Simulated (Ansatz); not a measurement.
## From C to Sn: the dipole moment

One atom is swapped for its congeners: GeH3(CH2); GeH3(SiH2); GeH3(SnH2). The Ge member is missing. All are doublets with charge 0.

Shapes, held fixed at every level: PBE0-D4/def2-TZVP. Programs: Ansatz 0.2.0. Values in D.

```csv
level,GeH3(CH2),GeH3(SiH2),GeH3(SnH2)
PBE-D4/def2-TZVPP,0.47,0.06,0.30
r2SCAN-D4/def2-TZVPP,0.52,0.03,0.32
B3LYP-D4/def2-TZVPP,0.50,0.05,0.36
wB97M-V/def2-TZVPP,0.50,0.12,0.35
```

At wB97M-V/def2-TZVPP the dipole moment isn't monotonic: it is largest for C and smallest for Si (0.50 and 0.12 D). Every level shows the same order. Open shells run unrestricted unless RO is named. For atoms past krypton def2 sets carry core potentials with scalar relativity. Relativity is left out for Ge unless named. Magnitudes only: a dipole under 1 D may point either way.

The small moment of the silicon radical most likely reflects cancellation rather than nonpolar bonds. Carbon is clearly more electronegative than germanium and draws density from the GeH3 group, whereas silicon and germanium are similar in electronegativity and both carry hydridic hydrogens, so the two ends of GeH3(SiH2) nearly balance. Tin is more electropositive and its Sn–H bonds are more strongly polarised, which probably restores an imbalance, perhaps in the opposite sense to that in the carbon species. The minimum at silicon would then be a crossing in a smoother signed trend.

Shape also contributes. Alkyl-type radical centres are close to planar, with the unpaired electron in a nearly pure p orbital, while their heavier analogues are pyramidal and place it in a hybrid with s character, which adds its own moment. Because the silicon value is a small remainder of opposing terms, its relative spread between functionals is large, yet the ordering survives. The total moments alone cannot separate bond polarity from pyramidalisation.
